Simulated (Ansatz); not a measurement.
**A correction line for BLYP/aug-cc-pVDZ: atomisation enthalpy at 298 K**

The atomisation enthalpy at 298 K in kJ/mol of 6 carbon molecules: x at BLYP/aug-cc-pVDZ, y from tabulated heats of molecules and atoms (Active Thermochemical Tables). Shapes, held fixed at every level: PBE0-D4/def2-TZVP. Computed values hold a harmonic thermal term (PBE0-D4/def2-TZVP) and the atoms' spin-orbit lowering. Programs: Ansatz 0.2.0.

```
                     molecule  x (kJ/mol)  y (kJ/mol)
CHBrF2 (bromodifluoromethane)        1597        1630
      CH2F2 (difluoromethane)        1734        1763
     CF4 (tetrafluoromethane)        1922           ?
       C2H3Br (vinyl bromide)        2065        2126
 C2H2F2 (vinylidene fluoride)        2340        2361
           C2H5F (SMILES CCF)        2805        2876
```

Fit y = c + s·x to the known rows and predict y for CF4.


1. Means of the 5 rows: x = 2108.20, y = 2151.2.
2. Σ(Δx)² = 942479, Σ(Δx·Δy) = 966463, so the slope is 966463/942479 = 1.0254.
3. Intercept: 2151.2 − (1.0254) × 2108.20 = -10.5. The largest residual of the fit is 28.
4. CF4: -10.5 + 1.0254 × 1922 = 1960 kJ/mol.

The tabulated heats give 1968 kJ/mol, so the prediction is off by -8 kJ/mol, within the largest residual. Uncorrected, BLYP/aug-cc-pVDZ misses it by -46 kJ/mol, and the other rows by 43 on average. The line removes about 80 % of this miss. Left out in turn, the other rows are missed by 22 kJ/mol on average. The tabulated value of C2H2F2 is in doubt (older tables, estimates, or at odds with other calculations) and kept here. Relativity is left out for Br.

BLYP/aug-cc-pVDZ underbinds every molecule here, CF4 included. A likely reason is that the double-zeta basis describes the free atoms better than the molecules, where polar C–F bonds and the density built up between the nuclei call for more polarisation functions. The functional's own error is mixed in, and these data can't separate the two.

The deficit tends to grow with the atomisation enthalpy, as expected when errors add up bond by bond, but not strictly: CH2F2 has a smaller deficit than CHBrF2 despite its larger enthalpy, and C2H2F2 also falls out of line, though its reference value is too uncertain to carry an argument. Total binding is thus only a rough stand-in for the number and kind of bonds. The error of -8 kJ/mol for CF4 is therefore probably partly fortuitous, and the leave-one-out average of 22 kJ/mol is the fairer guide to accuracy. CF4 lies inside the fitted energy range but outside its chemistry, since no fitted molecule has more than two fluorines on carbon.
